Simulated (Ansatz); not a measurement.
**Ligand exchange: SnH(CH3)3 + CH2FI → Sn(CH3)3I + CH3F**

Gas-phase species: SnH(CH3)3, singlet; CH2FI (fluoroiodomethane) `FCI`, singlet; Sn(CH3)3I, singlet; CH3F (fluoromethane) `CF`, singlet. The partners trade H for I: Sn–H and C–I bonds give way to Sn–I and C–H.

Shapes, held fixed at every level: PBE0-D4/def2-TZVP. Programs: Ansatz 0.2.0. The zero-point and thermal change to 298 K, harmonic and unscaled (PBE0-D4/def2-TZVP), is +11.8 kJ/mol.

| level | kind | ΔH(298 K) (kJ/mol) | less CCSD(T)/def2-TZVPP |
| --- | --- | --- | --- |
| HF/def2-SVP | Hartree–Fock | -199.1 | -30.9 |
| HF/def2-TZVPP | Hartree–Fock | -191.2 | -23.0 |
| BHLYP-D4/def2-TZVPP | global hybrid | -186.2 | -18.0 |
| PBE0-D4/def2-TZVPP | global hybrid | -172.9 | -4.7 |
| wB97M-V/def2-TZVPP | range-separated hybrid | -171.4 | -3.2 |
| MP2/def2-SVP | perturbation theory | -187.5 | -19.3 |
| CCSD/def2-TZVPP | coupled cluster or CI | -171.0 | -2.8 |
| CCSD(T)/def2-TZVPP | coupled cluster or CI | -168.2 | 0.0 |

The highest level, CCSD(T)/def2-TZVPP, gives ΔH(298 K) = -168.2 kJ/mol; the levels span -199.1 to -168.2. The column of differences is taken from that level and isn't an error. No measured value is set beside it here. For atoms past krypton def2 sets carry core potentials with scalar relativity. Outer-core shells of I, Sn are correlated, in sets that cover them unevenly.

The exchange is strongly exothermic at every level, as expected for the reduction of an alkyl iodide by a tin hydride. The main driving force is the replacement of a weak Sn–H bond by a much stronger C–H bond: carbon's compact valence orbitals overlap with hydrogen 1s far better than tin's diffuse ones. Moving iodine from carbon to the more electropositive tin also helps, through a more polar bond. The stiffer C–H vibrations probably account for much of the positive zero-point and thermal term.

In the def2-TZVPP set, correlation lowers the exothermicity from -191.2 at Hartree–Fock to -171.0 kJ/mol with CCSD, so it favours the reactants, probably in part through the electron-rich C–I bond and the close F and I lone pairs. Triples change the result only slightly further. MP2's larger deviation can't be assigned to its treatment of correlation alone, because its basis is also smaller. The strong driving force says nothing about the rate, which in practice usually depends on a radical chain carried by stannyl radicals.
